Q: You sent five orbitals of Ir⁴⁺ without their names. What scale should I have in mind?

A: In this ion the orbital energies run from about 77 keV for 1s down to tens of eV, and the mean radii from 0.017 bohr up to the order of a bohr. Along the s orbitals, each step in n weakens the binding four to six times and enlarges the orbital two to four times. The numbers come from Dirac Hartree-Fock without correlation. −ε estimates the cost of removing an electron from a free ion of charge +4 while the orbitals stay frozen, and is not a measured binding energy, and the open 5d shell is averaged over its configuration. ⟨r⟩, ⟨1/r⟩ and ⟨r²⟩ are averages over the radial density, and r_max is where that density peaks.

Occupied orbitals of Ir4+ (Z = 77, [Xe] 4f14 5d5), computed with the B-spline radial atomic code version 1: all-electron four-component Dirac-Coulomb Hartree-Fock, averaged over the nl configuration, with a Fermi nucleus and at the radial basis-set limit. ε is the orbital energy, and r_max is the radius where the orbital's radial probability density peaks. Candidates: 3p3/2, 3d3/2, 4p3/2, 4f5/2, 5d3/2.

```tsv
row	ε, Dirac (eV)	<r> (bohr)	r_max (bohr)	<1/r> (1/bohr)	<r²> (bohr²)
A	-57.970	1.4535	1.229	0.88620	2.419
B	-2652.4	0.19512	0.1788	7.1896	0.04422
C	-131.85	0.52548	0.3945	2.3438	0.3355
D	-572.43	0.45918	0.4263	3.0335	0.2397
E	-2213.8	0.17058	0.1398	7.0661	0.03418
```

Q: Can I sort by size, smallest first, and read off the filling order?

A: Size gives groups only. Rows B and E lie near 0.18 bohr, C and D near 0.5 bohr, and row A at 1.45 bohr. For a hydrogen-like orbital of charge Z, ⟨1/r⟩ = Z/n² in atomic units, so n²⟨1/r⟩ is the charge a row would need. With n = 4, row B needs 16 × 7.19 = 115 and row E 16 × 7.07 = 113, far above the nuclear charge of 77. With n = 3 they need 64.7 and 63.6, reasonable under a core of ten electrons and some screening within the shell. So B and E are the n = 3 pair. Within that pair your rule contradicts itself: row E is smaller, with 0.874 of the ⟨r⟩ of row B, yet less bound by 439 eV.

Q: Does a screening rule separate them?

A: Not by mean radius. Take ⟨r⟩ = [3n² − l(l+1)]/2Z with Z from Slater's rules, using the true n and fitting nothing. A 3p electron is screened by seven others in 3s and 3p at 0.35 each, eight in n = 2 at 0.85 and two 1s at 1.00: 2.45 + 6.80 + 2.00 = 11.25, so Z = 65.75. The numerator over two is (27 − 2)/2 = 12.5, and ⟨r⟩ = 12.5/65.75 = 0.190 bohr. For 3d the screening is 9 × 0.35 + 18 = 21.15, Z = 55.85, and ⟨r⟩ = 10.5/55.85 = 0.188 bohr. The predictions differ by 1%, while rows B and E have 0.195 and 0.171 bohr. By this measure the model finds the shell and cannot tell the members apart. Its charges do make 3p the more bound, but the energies they give are too large by more than a factor of two, so I look for a firmer sign.

Q: What does not depend on the screening?

A: A product in which a constant effective Z cancels; a charge that changes with radius, as in the real ion, still shifts it. An orbital with l = n − 1 has no radial node; r times its radial function goes as rⁿ exp(−Zr/n), which peaks at r_max = n²/Z. Hence r_max⟨1/r⟩ = 1. With nodes, the peak moves to the outermost lobe while the inner lobes keep ⟨1/r⟩ at Z/n², and the product exceeds 1: the hydrogenic values are 1.333 for 3p, 1.474 for 4p and 1.468 for 5d. Row B gives 0.1788 × 7.1896 = 1.286 and row E 0.988; row D gives 1.293, row C 0.925 and row A 1.089. Rounding moves these by at most 0.05% of their value. The list holds two nodeless candidates, 3d and 4f, and two rows fall below 1. Row E belongs to n = 3, so E is 3d, B is 3p and C is 4f.

Q: Row A at 1.089 is much nearer 1 than 1.468. Why is it not nodeless?

A: On that product alone it is doubtful. It is placed by elimination and size. Rows D and A remain for 4p and 5d. A hydrogenic 5d has ⟨r⟩ = 34.5/Z, so the 0.459 bohr of row D would need Z = 75 for an electron with 68 closed-shell electrons largely inside it. Row D is therefore 4p and row A is 5d.

Q: Is there a check that does not use the position of the peak?

A: Further output of the same calculation gives ⟨1/r²⟩, which weights the region near the nucleus. The hydrogenic value is Z²/[n³(l + ½)], so ⟨1/r²⟩/⟨1/r⟩² = n/(l + ½): 2.00 for 3p, 1.20 for 3d, 2.67 for 4p, 1.14 for 4f, 2.00 for 5d. Rows B, E, D, C and A give 2.15, 1.25, 3.00, 1.25 and 2.33. Each is above its hydrogenic value, but row A now sits clearly with the noded orbitals. Rows B and E have ⟨1/r⟩ within 2% of each other, while ⟨1/r²⟩ is 111 against 63 bohr⁻², so the inner density of row B is seen directly. That this penetration makes B the more bound is argued, not computed: inside the core the screening is weaker, and an electron of low l spends part of its time there. The energies agree with it in both pairs, row C having only 0.230 of the binding of row D.

Q: Which assignments would you defend?

A: n and l of all five, given this list. B against E and D against C rest on three agreeing signs: the peak product, the ⟨1/r²⟩ ratio and the energy order. Row A is as safe, but through size and elimination more than shape. The value of j is ambiguous: I take it from the list, since nothing above is fine enough to fix it. My answer is A = 5d3/2, B = 3p3/2, C = 4f5/2, D = 4p3/2, E = 3d3/2, and the labels confirm it.

Occupied orbitals of Ir4+ (Z = 77, [Xe] 4f14 5d5), computed with the B-spline radial atomic code version 1: all-electron four-component Dirac-Coulomb Hartree-Fock, averaged over the nl configuration, with a Fermi nucleus and at the radial basis-set limit. ε is the orbital energy, and r_max is the radius where the orbital's radial probability density peaks.

```tsv
orbital	n	l	electrons in the nl shell	ε, Dirac (eV)	<r> (bohr)	r_max (bohr)	<1/r> (1/bohr)	<r²> (bohr²)
1s1/2	1	0	2	-76658	0.017439	0.01082	92.133	0.0004195
2s1/2	2	0	2	-13591	0.072922	0.06246	22.569	0.006354
2p1/2	2	1	6	-12994	0.060248	0.04627	22.486	0.004529
2p3/2	2	1	6	-11363	0.068517	0.05339	18.577	0.005717
3s1/2	3	0	2	-3280.8	0.18954	0.1756	8.2998	0.04123
3p1/2	3	1	6	-3014.5	0.18000	0.1644	8.1996	0.03780
3p3/2	3	1	6	-2652.4	0.19512	0.1788	7.1896	0.04422
3d3/2	3	2	10	-2213.8	0.17058	0.1398	7.0661	0.03418
3d5/2	3	2	10	-2136.3	0.17522	0.1438	6.8320	0.03594
4s1/2	4	0	2	-772.39	0.42331	0.3978	3.4789	0.2023
4p1/2	4	1	6	-659.07	0.42733	0.3971	3.3668	0.2078
4p3/2	4	1	6	-572.43	0.45918	0.4263	3.0335	0.2397
4d3/2	4	2	10	-386.47	0.47163	0.4216	2.8199	0.2574
4d5/2	4	2	10	-370.15	0.48265	0.4310	2.7383	0.2694
5s1/2	5	0	2	-162.12	0.98545	0.8974	1.3686	1.088
5p1/2	5	1	6	-123.44	1.0623	0.9508	1.2556	1.271
5p3/2	5	1	6	-108.87	1.1471	1.025	1.1417	1.481
4f5/2	4	3	14	-131.85	0.52548	0.3945	2.3438	0.3355
4f7/2	4	3	14	-128.56	0.53272	0.3994	2.3113	0.3449
5d3/2	5	2	5	-57.970	1.4535	1.229	0.88620	2.419
5d5/2	5	2	5	-56.461	1.4921	1.263	0.85983	2.546
```

Q: Would a mechanical match have found the same?

A: The program whose output is printed below scores all 120 assignments by the rms logarithmic misfit; its A, B and C are shape ratios, C being our peak product. With three hydrogenic shape ratios alone, the truth ranks seventh, and the best match has every row wrong, although it keeps nodeless rows on nodeless labels. Slater sizes, Slater energies, and shape with size each rank the truth first. The energy score, 1.0652, is the largest of the four, and with a single quantity the ranking tests only that the order is right. The runner-up in these three swaps 3p and 3d, at 0.5164 against 0.5156 for size alone and 0.347 against 0.334 once shape is added. The size scores are large mainly because of the 5d misfit, which both assignments share.

Q: How far does the node test hold in the full table?

A: The classes do not overlap, but the gap is narrow: the largest nodeless value is 1.040 for 2p1/2, the smallest noded one 1.086 for 5d5/2. Every row with n = 4 or 5 falls below its hydrogenic value, the n = 5 rows most plainly, from 1.228 against 1.597 for 5s to 1.086 against 1.468 for 5d5/2. My reasoning for the noded rows is semiclassical. The density goes as the inverse of the radial speed, and an outer electron crossing the core meets a much larger charge, moves faster and leaves less weight in its inner lobes. For 4f, a charge that falls with radius slows the decay of the tail, which fits ⟨r⟩/r_max = 1.332 against the hydrogenic 18/16 = 1.125. The ratios are computed; these causes are argued. In a neighbouring heavy ion I would trust the test for core shells and distrust it for the outermost d shell.

Q: And Slater's rules over all rows?

A: Relative to the table, ⟨r⟩ is within 15% for all rows up to 4p, 15 to 18% too large for 4d and about 30% for 4f. It fails for n = 5: too large by 64 to 97% for 5s and 5p and by a factor of three for 5d, where the rules give Z = 7.60 and the size of 5d3/2 implies 23.7. The rules count all closed-shell electrons as fully inside 5d, but 5p3/2 peaks at 1.025 bohr and 5d3/2 at 1.229, so the shells overlap. Slater's full recipe also replaces n in the outer shells by a smaller effective value, which is left out here, so the misfit belongs to this combination and not to the screening constants alone. The energy −Z²/2n² hartree is worse than the size for n = 2 to 4, −6535 eV for 3p against −2652 eV. In every row the charge read from ε is below the charges read from size. An outer spherical shell exerts no force inside itself but raises the potential there. The 45 electrons beyond n = 3, mostly near half a bohr, would add something of order 100 hartree, a few keV, which is the order of the discrepancy and no more than that.

Q: Where else does smaller fail to mean more bound?

A: In 11 of 210 pairs. Nine lie within n = 2 and n = 3, where the hydrogenic fall of ⟨r⟩ with l partly survives. In n = 4 and n = 5 the order of ⟨r⟩ follows the order of energy within the shell. The other two pairs are 4f against 5s. The 4f5/2 energy lies only 8.4 eV below 5p1/2 at 0.495 of its ⟨r⟩, so 4f is core by size and stands among the n = 5 orbitals by energy. A gap of that size is one that correlation and relaxation could change.

Q: Could j have been recovered?

A: Not for the hidden 3d, 4f and 5d rows: their partners differ by 1.4 to 2.7% in ⟨r⟩ and by at most 0.005 in the peak product, well under the model errors for those rows. The p1/2 partners are 7 to 8% smaller and 14 to 15% more bound than p3/2. Slater's radius favours p3/2, missing by −3% and +2% against +6% and +9% for p1/2, but a rule that misses 3d3/2 by 10% gives only a hint. Relativity is unmistakable deeper in. The charge n²⟨1/r⟩ is 92.1 for 1s, 90.3 for 2s and 89.9 for 2p1/2, above 77, which screening cannot produce. The one-electron Dirac 1s orbital of a point nucleus has ⟨1/r⟩ = Z/γ with γ = √[1 − (77/137.04)²] = 0.827, which gives 93.1, about 1% above the table. The small component of a p1/2 orbital is s-like, and further output gives 2p1/2 a density at the nucleus of about a fifteenth of that of 2s. That extra inner density raises ⟨1/r⟩ and is my explanation for the 1.040.

The analysis program printed:

```
A=<r><1/r>, B=<r2>/<r>^2, C=rmax<1/r> (table/hydrogenic); Z from <r>,<1/r>,eps,Slater; Slater <r> err; *=hidden
1s1/2  A 1.607/1.500 B 1.379/1.333 C 0.997/1.000 Z 86.0 92.1 75.1 76.70 +12%
2s1/2  A 1.646/1.500 B 1.195/1.167 C 1.410/1.309 Z 82.3 90.3 63.2 72.85 +13%
2p1/2  A 1.355/1.250 B 1.248/1.200 C 1.040/1.000 Z 83.0 89.9 61.8 72.85 +14%
2p3/2  A 1.273/1.250 B 1.218/1.200 C 0.992/1.000 Z 73.0 74.3 57.8 72.85 +0%
3s1/2  A 1.573/1.500 B 1.148/1.136 C 1.457/1.453 Z 71.2 74.7 46.6 65.75 +8%
3p1/2  A 1.476/1.389 B 1.167/1.152 C 1.348/1.333 Z 69.4 73.8 44.7 65.75 +6%
3p3/2* A 1.403/1.389 B 1.161/1.152 C 1.286/1.333 Z 64.1 64.7 41.9 65.75 -3%
3d3/2* A 1.205/1.167 B 1.175/1.143 C 0.988/1.000 Z 61.6 63.6 38.3 55.85 +10%
3d5/2  A 1.197/1.167 B 1.171/1.143 C 0.982/1.000 Z 59.9 61.5 37.6 55.85 +7%
4s1/2  A 1.473/1.500 B 1.129/1.125 C 1.384/1.539 Z 56.7 55.7 30.1 49.25 +15%
4p1/2  A 1.439/1.438 B 1.138/1.134 C 1.337/1.474 Z 53.8 53.9 27.8 49.25 +9%
4p3/2* A 1.393/1.438 B 1.137/1.134 C 1.293/1.474 Z 50.1 48.5 25.9 49.25 +2%
4d3/2  A 1.330/1.312 B 1.157/1.143 C 1.189/1.326 Z 44.5 45.1 21.3 37.85 +18%
4d5/2  A 1.322/1.312 B 1.156/1.143 C 1.180/1.326 Z 43.5 43.8 20.9 37.85 +15%
5s1/2  A 1.349/1.500 B 1.120/1.120 C 1.228/1.597 Z 38.1 34.2 17.3 19.35 +97%
5p1/2  A 1.334/1.460 B 1.126/1.126 C 1.194/1.556 Z 34.4 31.4 15.1 19.35 +78%
5p3/2  A 1.310/1.460 B 1.126/1.126 C 1.170/1.556 Z 31.8 28.5 14.1 19.35 +64%
4f5/2* A 1.232/1.125 B 1.215/1.111 C 0.925/1.000 Z 34.3 37.5 12.5 26.45 +30%
4f7/2  A 1.231/1.125 B 1.215/1.111 C 0.923/1.000 Z 33.8 37.0 12.3 26.45 +28%
5d3/2* A 1.288/1.380 B 1.145/1.134 C 1.089/1.468 Z 23.7 22.2 10.3 7.60 +212%
5d5/2  A 1.283/1.380 B 1.144/1.134 C 1.086/1.468 Z 23.1 21.5 10.2 7.60 +204%
C: largest nodeless 1.040 (2p1/2), smallest noded 1.086 (5d5/2); rounding floor <= 0.049%
worst Slater <r> (model/table): 5d3/2 3.12, 5d5/2 3.04, 5s1/2 1.97, 5p1/2 1.78
hidden: Slater <r> bohr, <1/r>, eps eV | <r>/rmax | <1/r2>/<1/r>^2 (further output)/hyd | j partner differs
3p3/2 0.190 7.31 -6535 | 1.091 | 2.15/2.00 | <r> -7.7% eps -362.1 eV (+13.7%) C +0.063
3d3/2 0.188 6.21 -4715 | 1.220 | 1.25/1.20 | <r> +2.7% eps +77.5 eV (-3.5%) C -0.005
4p3/2 0.467 3.08 -2063 | 1.077 | 3.00/2.67 | <r> -6.9% eps -86.6 eV (+15.1%) C +0.044
4f5/2 0.681 1.65 -595 | 1.332 | 1.25/1.14 | <r> +1.4% eps +3.3 eV (-2.5%) C -0.001
5d3/2 4.539 0.30 -31 | 1.183 | 2.33/2.00 | <r> +2.7% eps +1.5 eV (-2.6%) C -0.003
assignments of rows [6, 7, 11, 17, 19] over 120 permutations, score = rms log misfit
shape: best, second 0.0830 4p 4f 5d 3d 3p; 0.0833 5d 4f 4p 3d 3p; true rank 7 score 0.0958
Slater size: best, second 0.5156 3p 3d 4p 4f 5d; 0.5164 3d 3p 4p 4f 5d; true rank 1 score 0.5156
Slater energy: best, second 1.0652 3p 3d 4p 4f 5d; 1.0762 3d 3p 4p 4f 5d; true rank 1 score 1.0652
shape+size: best, second 0.3344 3p 3d 4p 4f 5d; 0.3469 3d 3p 4p 4f 5d; true rank 1 score 0.3344
smaller <r> yet less bound: 11 of 210 pairs; hidden: [('3d3/2', '3p3/2')]
3d3/2/3p3/2: eps 0.835 (diff +438.6 eV), <r> 0.874, rmax 0.782, <1/r> 0.983
4f5/2/4p3/2: eps 0.230 (diff +440.6 eV), <r> 1.144, rmax 0.925, <1/r> 0.773
5d3/2/4f5/2: eps 0.440 (diff +73.9 eV), <r> 2.766, rmax 3.115, <1/r> 0.378
4f5/2/5p1/2: eps 1.068 (diff -8.4 eV), <r> 0.495, rmax 0.415, <1/r> 1.867
4f5/2/5p3/2: eps 1.211 (diff -23.0 eV), <r> 0.458, rmax 0.385, <1/r> 2.053
```
